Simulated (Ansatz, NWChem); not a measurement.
**CH5FSi: a line through the functionals**

The species is CH5FSi (8 atoms), meant as a singlet with charge 0. As SMILES, `C[SiH2]F`. Geometry: relaxed at PBE0-D4/def2-TZVP.

The HOMO–LUMO gap y, in eV, basis 6-311+G(d,p); a is the functional's share of exact exchange. Programs: Ansatz 0.2.0, NWChem 7.3.0.

| functional | program | a | y (eV) |
| --- | --- | --- | --- |
| revPBE | Ansatz | 0 | 7.32 |
| TPSS | NWChem | 0 | 7.65 |
| B3LYP | Ansatz | 0.2 | 8.97 |
| PBE0 | Ansatz | 0.25 | ? |
| BHLYP | Ansatz | 0.5 | 11.13 |

**Question.** Fit y = c + s·a to the known rows and predict PBE0.

**Answer.** 
1. Means of the 4 rows: a = 0.1750, y = 8.768.
2. Σ(Δa)² = 0.1675, Σ(Δa·Δy) = 1.2218, so the slope is 1.2218/0.1675 = 7.2943.
3. Intercept: 8.768 − (7.2943) × 0.1750 = 7.491. The largest residual of the fit is 0.17.
4. PBE0: 7.491 + (7.2943) × 0.25 = 9.31 eV.

The run gave 9.43 eV, so the prediction is off by -0.12 eV, within the scatter of the fit. Exact exchange lowers occupied levels and raises empty ones. The rows mix families of semi-local functionals, which the line can't see.

The gap widens steadily with the share of exact exchange, from 7.32 eV in revPBE to 11.13 eV in BHLYP, and the PBE0 run falls in its expected place between B3LYP and BHLYP. The near-linear rise follows from the exchange operator entering in proportion to its share, while the orbitals themselves probably change little. An occupied orbital gains a fuller cancellation of its own repulsion. An empty one has no such term to cancel and increasingly feels the field of all the electrons, as an added electron would.

The large gap in every row fits a saturated molecule with only σ bonds and lone pairs. The highest occupied level is probably of Si–H and Si–C bonding character, since fluorine holds its lone pairs more tightly. The lowest empty level is likely diffuse and weakly bound or unbound, so its position should depend on the basis as well as on the functional. The slope therefore describes how orbital energies respond to exchange, and none of these gaps can be read as an optical excitation energy.
